Along a sequence of ions with 20 electrons, each added proton lowers the eigenvalues of the n = 3 orbitals by an amount of the order of one hartree and widens the separation of 3s and 3d by about a quarter of a hartree, some 7 eV. Over ten protons the mean radius of 3d shrinks almost threefold and that of 3s less than twofold. These rates are regular enough to be read backwards, from the orbitals to the nuclear charge. Five ions of the sequence are given here without names, from non-relativistic Hartree-Fock calculations averaged over the configuration. Which row is which ion, and how far do the values alone decide it?

Isoelectronic ions with 20 electrons, Sc⁺ to Ga¹¹⁺, in the ground configurations listed by NIST, computed with B-spline radial code 1 at the basis-set limit. The method is non-relativistic Hartree-Fock, averaged over the configuration, with a point nucleus; ε is an orbital eigenvalue and <r> an orbital mean radius. Candidates: Fe6+, Ni8+, Sc+, Zn10+, Cr4+.

```
row  ε(3d) (hartree)  ε(3s) (hartree)  ε(3s) − ε(3d) (hartree)  <r>(3d) (bohr)  <r>(3s) (bohr)  <r>(3s)/<r>(3d)
  A         -10.0448         -14.6879                 -4.64308         0.60462         0.63054           1.0429
  B         -4.56594         -8.12118                 -3.55523         0.81739         0.77847          0.95239
  C         -2.52886         -5.53662                 -3.00776          1.0115         0.88173          0.87171
  D         -7.07456         -11.1751                 -4.10055         0.69314         0.69671           1.0051
  E        -0.597739         -2.81572                 -2.21798          1.6123          1.0805          0.67014
```

Here ε is the eigenvalue of an occupied orbital, $\langle r\rangle$ its mean radius, and the two derived columns are the difference of the eigenvalues (the gap, negative because 3d lies above 3s) and the ratio of the radii. The five candidates all differ in charge, so with the list in hand the order of the rows would settle the assignment. To see how far the values alone decide it, the list is set aside and each row is treated as if it could be any ion between Z = 21 and Z = 31. The order, the spacing in Z and the absolute value of Z are three separate questions, and different columns answer them.

The order is immediate. At a fixed number of electrons a larger nuclear charge pulls every orbital in and down, and all six columns put the rows in the same sequence: E, C, B, D, A, from the most diffuse and least bound to the most compact.

The spacing needs a ruler, and the hydrogen atom supplies one. With $r$ measured in units of $1/Z$ the kinetic energy and the nuclear attraction both scale as $Z^2$, while the repulsion of the electrons scales as $Z$ and becomes a perturbation. For an orbital with n = 3,

$$\varepsilon = -\frac{Z^2}{18} + e_1 Z + b + \frac{c}{Z} + \dots, \qquad \langle r\rangle \approx \frac{3n^2 - l(l+1)}{2(Z-\sigma)} ,$$

in hartree and bohr. The numerator of the radius formula gives $13.5/(Z-\sigma)$ for 3s and $10.5/(Z-\sigma)$ for 3d, where σ is the screening that reproduces the radius. The coefficient $e_1$ is the sum of the average Coulomb and exchange repulsions between one electron in the orbital and the other nineteen, taken over hydrogenic orbitals of unit charge. It contains nothing fitted. Numerical integration for the occupation [Ar] 3d² gives $e_1 = 1.4436$ for 3s and $1.7062$ for 3d.

If σ stays constant along the sequence, $13.5/\langle r\rangle$(3s) rises by one for each proton. For D and A it is $13.5/0.69671 = 19.38$ and $13.5/0.63054 = 21.41$, a step of 2.03. The four steps from E to A are 2.82, 2.03, 2.04 and 2.03, which read as 3, 2, 2, 2. Three equal steps so close to an integer are themselves a sign that the 3s screening hardly moves among C, B, D and A. The same exercise with 3d gives 3.87, 2.47, 2.30 and 2.22. These steps drift, the last three lie well off an integer, and the first would be misread as four; the 3d screening is evidently changing and the 3d radius is a poor ruler.

The gap checks the spacing from the energies. The $Z^2$ term is the same for both orbitals and cancels, so the gap should change by about $1.4436 - 1.7062 = -0.2626$ hartree per proton. With spacings 3, 2, 2, 2 the rows give between −0.263 and −0.274 hartree per proton. The doubtful first step, a change of 0.790 hartree between E and C, would be 0.395 per proton for two protons and 0.197 for four, both far from the hydrogenic value. The spacing spans nine units, which leaves two sets: Z = 21, 24, 26, 28, 30 or Z = 22, 25, 27, 29, 31.

A rule-of-thumb screening constant does not choose between them. Slater's rules give $7(0.35) + 8(0.85) + 2(1) = 11.25$ for a 3s electron under these shells, and adding that to the radius ruler puts row A at Z = 32.66, beyond the end of the range considered. Slater's constant was built for a nodeless function and for energies, and it has no claim to fit a hydrogenic 3s radius.

The slope of an eigenvalue does better, because the $Z^2$ term remembers the absolute charge. Differentiating the expansion and dropping the terms in $1/Z$ and beyond gives $d\varepsilon/dZ = -Z/9 + e_1$, and a finite difference of a quadratic equals the derivative at the mid-point, so

$$Z_{\rm mid} = 9\,(e_1 - \Delta\varepsilon/\Delta Z).$$

For D and A, ε(3s) goes from −11.1751 to −14.6879 hartree over two protons, a slope of −1.7564 hartree per proton. Then $Z_{\rm mid} = 9(1.4436 + 1.7564) = 28.80$. Nothing was fitted to these rows. The first set places this mid-point at 29 and the second at 30. The pairs C–B and B–D give 24.62 and 26.74, against 25 and 27 or 26 and 28. For the first set the estimates fall short by 0.38, 0.26 and 0.20, shrinking as the charge grows, as a neglected higher-order term should; for the second the shortfall would stay above one unit. The 3d eigenvalue gives 28.72 for the top pair, but it is tied to the 3s result through the gap and adds little. This favours the first set clearly without proving it, since the size of the neglected term is not known in advance.

Row E supplies a second argument of another kind. The pair E–C gives $Z_{\rm mid} = 21.16$, more than a unit below either 22.5 or 23.5, though the shortfall grows towards low charge in any case and this number alone proves little. A least-squares fit of $\varepsilon + Z^2/18$ to $aZ + b + c/Z$ on the four rows C, B, D and A, with residuals of at most 0.001 hartree, was extended three protons down. Row E, which was not in the fit, lies 0.270 hartree below it for 3s and 0.231 below it for 3d. The misses change by only 0.001 when the second set of charges is assumed, so the fit says nothing about absolute Z; its three constants absorb the shift and deserve no physical reading. What it says is that E does not continue the curve of the other four. Both orbitals being more bound suggests less repulsion, which is what happens if one of the two outer electrons sits in a diffuse 4s orbital instead of 3d. Within the range considered that is plausible only for the singly charged ion, since 3d drops below 4s quickly as the charge rises, and that ion has Z = 21. The weak point is that three constants on four rows, extended that far towards low charge, could miss for purely numerical reasons.

The order E, C, B, D, A is therefore sure, and so are the steps of two among the upper four rows. The step of three from E to C is nearly as firm, resting on both the radius and the gap. Without the list of candidates, the one ambiguity is a common shift of all five rows by one proton, to Ti²⁺, Mn⁵⁺, Co⁷⁺, Cu⁹⁺ and Ga¹¹⁺. The slope of ε(3s) and the irregularity of E both speak against it, the list of candidates excludes it, and the assignment is E = Sc⁺, C = Cr⁴⁺, B = Fe⁶⁺, D = Ni⁸⁺, A = Zn¹⁰⁺.

The rows with their labels:

```
species   Z  charge (e)  configuration  ε(3d) (hartree)  ε(3s) (hartree)  ε(3s) − ε(3d) (hartree)  <r>(3d) (bohr)  <r>(3s) (bohr)  <r>(3s)/<r>(3d)
    Sc+  21           1   [Ar] 3d1 4s1        -0.597739         -2.81572                 -2.21798          1.6123          1.0805          0.67014
   Ti2+  22           2       [Ar] 3d2        -0.987835         -3.45329                 -2.46545          1.4022          1.0141          0.72325
    V3+  23           3       [Ar] 3d2         -1.69340         -4.42803                 -2.73463          1.1635         0.94383          0.81121
   Cr4+  24           4       [Ar] 3d2         -2.52886         -5.53662                 -3.00776          1.0115         0.88173          0.87171
   Mn5+  25           5       [Ar] 3d2         -3.48751         -6.76914                 -3.28163         0.90191         0.82696          0.91690
   Fe6+  26           6       [Ar] 3d2         -4.56594         -8.12118                 -3.55523         0.81739         0.77847          0.95239
   Co7+  27           7       [Ar] 3d2         -5.76209         -9.59033                 -3.82824         0.74942         0.73532          0.98119
   Ni8+  28           8       [Ar] 3d2         -7.07456         -11.1751                 -4.10055         0.69314         0.69671           1.0051
   Cu9+  29           9       [Ar] 3d2         -8.50239         -12.8745                 -4.37215         0.64555         0.66196           1.0254
  Zn10+  30          10       [Ar] 3d2         -10.0448         -14.6879                 -4.64308         0.60462         0.63054           1.0429
  Ga11+  31          11       [Ar] 3d2         -11.7013         -16.6147                 -4.91339         0.56896         0.60199           1.0580
```

The labels agree, and the full table tests the weak step. Sc⁺ is 3d¹ 4s¹ and all other rows are 3d². The shifted set serves as a control: the same fit on Mn⁵⁺, Co⁷⁺, Cu⁹⁺ and Ga¹¹⁺, extended to Ti²⁺, misses by only 0.043 hartree for 3s and 0.031 for 3d. The extrapolation has an error of the same sign, then, but the miss at Sc⁺ is six or seven times larger. The control ends one charge higher, where the expansion works better, so it understates the error at Z = 21: the higher orders grow quickly towards low charge, and a sizeable part of the miss at Sc⁺, though not the larger part, is extrapolation error.

The size of the shift can be estimated for 3d from the Slater integrals of the Sc⁺ calculation. The average repulsion of two 3d electrons is $F^0 - \tfrac{2}{63}(F^2 + F^4) = 15.23$ eV, and that of a 3d and a 4s electron is $F^0 - G^2/10 = 8.44$ eV. Exchanging the first for the second with frozen orbitals lowers ε(3d) by 6.79 eV, or 0.249 hartree. The observed miss less the control is $0.231 - 0.031 = 0.200$ hartree. The sign and the order of size agree, but both figures are too large: the first uses the compact 3d orbital of 3d¹ 4s¹, and the second subtracts too small an extrapolation error. Once the second 3d electron has left, the orbitals contract and their repulsion rises, which gives back part of the frozen shift. The table shows the contraction: the 3d screening $Z - 10.5/\langle r\rangle$ climbs from 13.62 at Cr⁴⁺ through 13.98 to 14.51 at Ti²⁺ and then stops at 14.49 for Sc⁺. The shift is no artefact of how closed orbitals of equal $l$ are rotated among themselves, because 3d has no partner of its own $l$ and moves about as much as 3s.

Since both eigenvalues move together, the gap hides most of the effect. A straight line fitted by least squares to the ten 3d² rows has slope −0.2724 hartree per proton and a worst residual of 0.0025 hartree, and Sc⁺, left out of the fit, lies 0.026 below it. That small offset is no measure of the change of state, since the steps of the gap shrink towards low charge among the 3d² rows too, which by itself bends the low end below the line. The radii record the change too. The 3s screening $Z - 13.5/\langle r\rangle$ is 8.51 at Sc⁺ and 8.69 at Cr⁴⁺, mainly because a 4s electron lies mostly outside 3s and screens it less than a 3d electron does, and $3 - (8.69 - 8.51) = 2.82$ is the short first step of the ruler. The radius ratio rises by 0.053 from Sc⁺ to Ti²⁺, by 0.088 in the next step, and by steadily less afterwards. The first step mixes a change of state with a change of charge and does not belong to the trend.

Sc⁺ also shows why eigenvalues do not select the ground configuration. Its 3d eigenvalue corresponds to 16.27 eV, while the highest occupied level of the same calculation, 4s, lies at 12.06 eV. An electron moved from 4s into the apparently deeper 3d orbital would bring with it the larger 3d–3d repulsion estimated above, and only total energies of both configurations can weigh that.

The 3s radius worked as a ruler because its screening stays between 8.57 and 8.70 over the ten 3d² rows, while the 3d screening falls from 14.51 at Ti²⁺ to 12.55 at Ga¹¹⁺. The table shows that much directly. The cause is standard atomic physics. A d electron feels a centrifugal term $l(l+1)/2r^2 = 3/r^2$ that keeps it out of the inner core. At low ionic charge the attraction left after screening is weak, and the 3d orbital spreads with a long tail beyond the 3s and 3p shells, which then screen it almost as core shells do. Each added proton draws it in among those shells, so that it gains twice: the nuclear charge rises and the screening falls. The 3s orbital has no barrier, is held in place by orthogonality to 1s and 2s, and shrinks together with the shells around it, so the fraction of charge inside it changes little.

The screening that fits a radius differs from the one that fits an energy. Expanding $-(Z-\sigma)^2/18$ gives a linear term $\sigma Z/9$, so the energy screening at high charge is $9e_1$, which is 12.99 for 3s and 15.36 for 3d, well above the radius values. Electrostatics explains the direction. A spherical shell of charge outside an electron exerts no force on it and leaves its orbital shape alone, yet it raises the potential everywhere inside and so raises the eigenvalue. The 3p and 3d charge lying outside a 3s electron counts in its energy but not in its radius, so these shells, which overlap 3s only in part, screen its energy much more than its size. A screening constant should be used only for the property from which it was derived.

The ratio of radii follows from the two screenings as $(27/21)(Z-\sigma_{3d})/(Z-\sigma_{3s})$. At low charge the larger 3d screening wins and 3d is the outer orbital. As Z grows the second factor tends to one and the ratio to the hydrogenic 27/21 = 1.286, so a crossing must occur. Linear interpolation between Co⁷⁺ and Ni⁸⁺ puts it at Z = 27.8. The approach is slow, and Ga¹¹⁺ has reached only 82 % of the limit. Ni⁸⁺ exceeds one by just 0.5 %. Relativity, absent from this calculation, contracts s orbitals and would lower the ratio, so the first ion past the crossing could be a later one; this has not been tested here.

The crossing also depends on what is meant by size. The same calculations give, for V³⁺, Fe⁶⁺ and Cu⁹⁺, a 3s/3d ratio of the radius of maximum density of 0.956, 1.080 and 1.152, so by that measure 3d is already the inner orbital at Fe⁶⁺. The ratio of $\langle r^2\rangle$, which weights the tail, is still 0.865 at Fe⁶⁺ and only 1.012 at Cu⁹⁺. The ratio of $\langle 1/r\rangle$, which weights the inner lobes of 3s, falls from 1.349 to 1.133 over these three ions and stays above one, heading for the hydrogenic value of exactly one, since $\langle 1/r\rangle = Z/n^2$ does not depend on $l$. The sequence is that of a 3d orbital whose peak moves in first and whose tail follows later.

A smaller mean radius does not bring 3d below 3s in energy, and the expansion says why. At order $Z^2$ the two are degenerate whatever their radii, and the order of the levels is set by $e_1$. A hydrogenic 3d electron is almost wholly outside the 1s shell and largely outside the n = 2 shells, so it feels nearly their full repulsion. A 3s electron spends part of its time inside them, where the repulsion stops growing as $1/r$. Penetration therefore makes $e_1$ smaller for 3s. The integrals give the difference of 0.2626; split by shell, they place the larger part of it in the direct repulsion from the n = 1 and n = 2 shells, which is penetration proper, and most of the rest, with the same sign, in the repulsions within the n = 3 shell.

The table approaches these parameter-free values from above. The local value of $e_1$, the step in ε plus $Z_{\rm mid}/9$, falls for 3s from 1.525 between Ti²⁺ and V³⁺ to 1.462 between Zn¹⁰⁺ and Ga¹¹⁺, against the limit 1.4436. For 3d it falls from 1.794 to 1.732, against 1.7062. Nine times this excess is the shortfall met in the estimates of Z, which is why the method is safest for the most highly charged pair and loses margin towards low charge. Between Ti²⁺ and V³⁺, both 3d², it is already 0.73, more than half of the 1.34 by which the pair E–C, with the same mid-point, fell short. The gap is close to linear but not exactly so: among the 3d² rows its step grows in size from 0.2692 to 0.2739 hartree at Cr⁴⁺ to Mn⁵⁺ and then declines to 0.2703, which exceeds the hydrogenic slope by 3 %. This curvature is far above the rounding of the eigenvalues, at most 0.00005 hartree, and reflects the higher orders of the expansion. That the Hartree-Fock slopes near a first-order limit built from the same averaged energy expression shows where the ions stand on the way to hydrogenic behaviour; it does not test Hartree-Fock against nature, where correlation and the splitting of 3d² into terms shift the levels.

The approach to degeneracy is thus relative and not absolute. The leading term of the gap is linear in Z and that of the eigenvalues quadratic, so the gap falls from 0.714 of ε(3s) at Ti²⁺ to 0.296 at Ga¹¹⁺ while its magnitude doubles. By energy 3s is the more core-like orbital in every row; by mean radius the distinction has vanished near Ni⁸⁺. For the next 3d² ion at this level of theory, the same reasoning points to a gap wider by a little over a quarter of a hartree, a value of $13.5/\langle r\rangle$(3s) larger by about one, and a radius ratio that rises by slightly less than the last step of 0.015.
